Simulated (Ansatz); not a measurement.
# B: energy change per atom and pressure as volume scale varies

Plane-wave DFT, scalar-relativistic PAW made under PBE with cores redone for the functional, no dispersion; the given relaxed cell is scaled uniformly, energy at zero smearing counts from the unscaled cell, pressure at the given Fermi-Dirac smearing is positive in compression. The results are calculated, by Ansatz 0.2.0.

The cell before it is scaled or strained (space group P6/mmm, No. 191):
```
B
1.0
      2.8308     0.0000     0.0000
     -1.4154     2.4515     0.0000
      0.0000     0.0000     2.7880
B
3
Direct
  0.00000 0.00000 0.00000
  0.33333 0.66667 0.50000
  0.66667 0.33333 0.50000
```

Settings of every row: spin polarised no; functional LDA; wave cutoff 420 eV; smearing width 0.1 eV; k mesh 14x14x13.

Atom starting moment: 0 on all atoms.

Limits: all rows lie far from zero pressure; the cell comes from a prototype or a list of computed structures and needn't be the stable phase.

```csv
row,volume scale,V (Å³/atom),energy change per atom (meV),pressure (GPa)
1,0.88,5.675,86.23,39.5
2,0.92,5.933,35.73,23.79
3,0.96,6.191,8.32,10.77
4,1.04,6.707,7.53,-8.96
5,1.08,6.965,28.21,-16.38
6,1.12,7.223,?,?
```

Question: what energy change per atom and pressure should row 6 give?

Worked fit of energy change per atom. Take u = (V_r/V)^(2/3) − 1 with V_r = 6.191 Å³ an atom, which is twice the finite (Eulerian) strain; such expansions in the strain, on which the Birch-Murnaghan equation of state is built, carry the rest volume and the bulk modulus. The shown rows have u = 0.05973, 0.02878, 0, -0.05197, -0.07553. Least squares give energy change per atom = 8.315 + 613.64 × u + 11589.9 × u² meV; a straight line predicts inner rows, each left out in turn, worse (root mean square 24 against 0.23 meV). The rows lie off it by -0.09, 0.15, 0.01, -0.20, 0.13 (root mean square 0.13 meV). Its lowest point lies at u = -0.0265, or V = 6.445 Å³ an atom, and the curvature there gives the bulk modulus at fixed shape and fractions, B = (4/9)(1 + u)² E″(u)/V = 243 GPa. Letting shape and atoms relax would as a rule lower it, by much in layered, chain or molecular crystals. The withheld row has u = -0.09768, so the fit gives 8.315 + 613.64 × (-0.09768) + 11589.9 × (-0.09768)² = 58.96 meV.

The calculation gave 59.76 meV. The fit lies 0.80 meV (1.3 % of the value, 1 % of the column's range) below it; its largest miss of a shown row is 0.20 meV. This row lies beyond the range of the fit.

Worked fit of pressure. Take u = (V_r/V)^(2/3) − 1 with V_r = 6.191 Å³ an atom, which is twice the finite (Eulerian) strain; such expansions in the strain, on which the Birch-Murnaghan equation of state is built, carry the rest volume and the bulk modulus. The shown rows have u = 0.05973, 0.02878, 0, -0.05197, -0.07553. Least squares give pressure = 10.776 + 427.07 × u + 897.8 × u² GPa; a straight line predicts inner rows, each left out in turn, worse (root mean square 1.8 against 0.038 GPa). The rows lie off it by 0.01, -0.02, -0.01, 0.03, -0.02. The pressure vanishes at u = -0.0267, or V = 6.448 Å³ an atom, and there the bulk modulus at fixed shape and fractions is B = −V dP/dV = (2/3)(1 + u) dP/du = 246 GPa. Letting shape and atoms relax would as a rule lower it, by much in layered, chain or molecular crystals. The withheld row has u = -0.09768, so the fit gives 10.776 + 427.07 × (-0.09768) + 897.8 × (-0.09768)² = -22.37 GPa.

The calculation gave -22.52 GPa. The fit lies 0.15 GPa (0.24 % of the column's range) above it; its largest miss of a shown row is 0.03 GPa. This row lies beyond the range of the fit.
